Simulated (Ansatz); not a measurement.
**Abstraction of Cl: C2HClF2 + SiH2(CH3)(SiH2) → C2HF2 + CH7ClSi2**

Species: C2HClF2 `FC(F)=CCl`, singlet; SiH2(CH3)(SiH2), doublet; C2HF2 `[CH]=C(F)F`, doublet; CH7ClSi2 `C[SiH2][SiH2]Cl`, singlet. A radical takes Cl: the energy is the difference in strength between the C–Cl bond broken and the Si–Cl bond made.

Shapes, held fixed at every level: PBE0-D4/def2-TZVP. Flexible molecules stand in one conformer, not always the lowest. Programs: Ansatz 0.2.0. Electronic energies: no zero-point or thermal term.

```json
{"level": "HF/def2-TZVPP", "kind": "Hartree–Fock", "ΔE (kJ/mol)": "-84.9"}
{"level": "PBE-D4/def2-TZVPP", "kind": "GGA", "ΔE (kJ/mol)": "-23.6"}
{"level": "B3LYP-D4/def2-TZVPP", "kind": "global hybrid", "ΔE (kJ/mol)": "-40.2"}
{"level": "PBE0-D4/def2-TZVPP", "kind": "global hybrid", "ΔE (kJ/mol)": "-31.8"}
{"level": "wB97M-V/def2-TZVPP", "kind": "range-separated hybrid", "ΔE (kJ/mol)": "-42.5"}
{"level": "wB97X-V/def2-TZVPP", "kind": "range-separated hybrid", "ΔE (kJ/mol)": "-41.4"}
{"level": "B2PLYP/def2-TZVPP", "kind": "double hybrid", "ΔE (kJ/mol)": "-40.6"}
```

B2PLYP/def2-TZVPP gives ΔE = -40.6 kJ/mol; the levels span -84.9 to -23.6. The median of the levels is -40.6. No measured value is set beside it here. Spin contamination: C2HF2 (⟨S²⟩ up to 0.90). Open shells run unrestricted unless RO is named.

Chlorine transfer from carbon to silicon is downhill at every level, so the Si–Cl bond formed is stronger than the vinylic C–Cl bond broken. Silicon's lower electronegativity makes its bond to chlorine more polar, with a larger ionic contribution to its strength. The gain is tempered by the carbon side: the C–Cl bond involves an sp2 carbon, and breaking it leaves a σ-type vinyl radical whose unpaired electron lies in the molecular plane, where the π system cannot delocalise it effectively.

B3LYP, B2PLYP and the two range-separated hybrids agree closely, between -42.5 and -40.2 kJ/mol, whereas Hartree–Fock is far more exothermic, probably because it treats correlation unevenly between the closed-shell chloroalkene and the spin-polarised vinyl radical. The sign is therefore secure, but the size of the driving force is less so, with PBE and PBE0 both giving a smaller one. Nor does a favourable reaction energy show that abstraction outpaces addition of the silyl radical to the C=C bond, a familiar competing pathway.
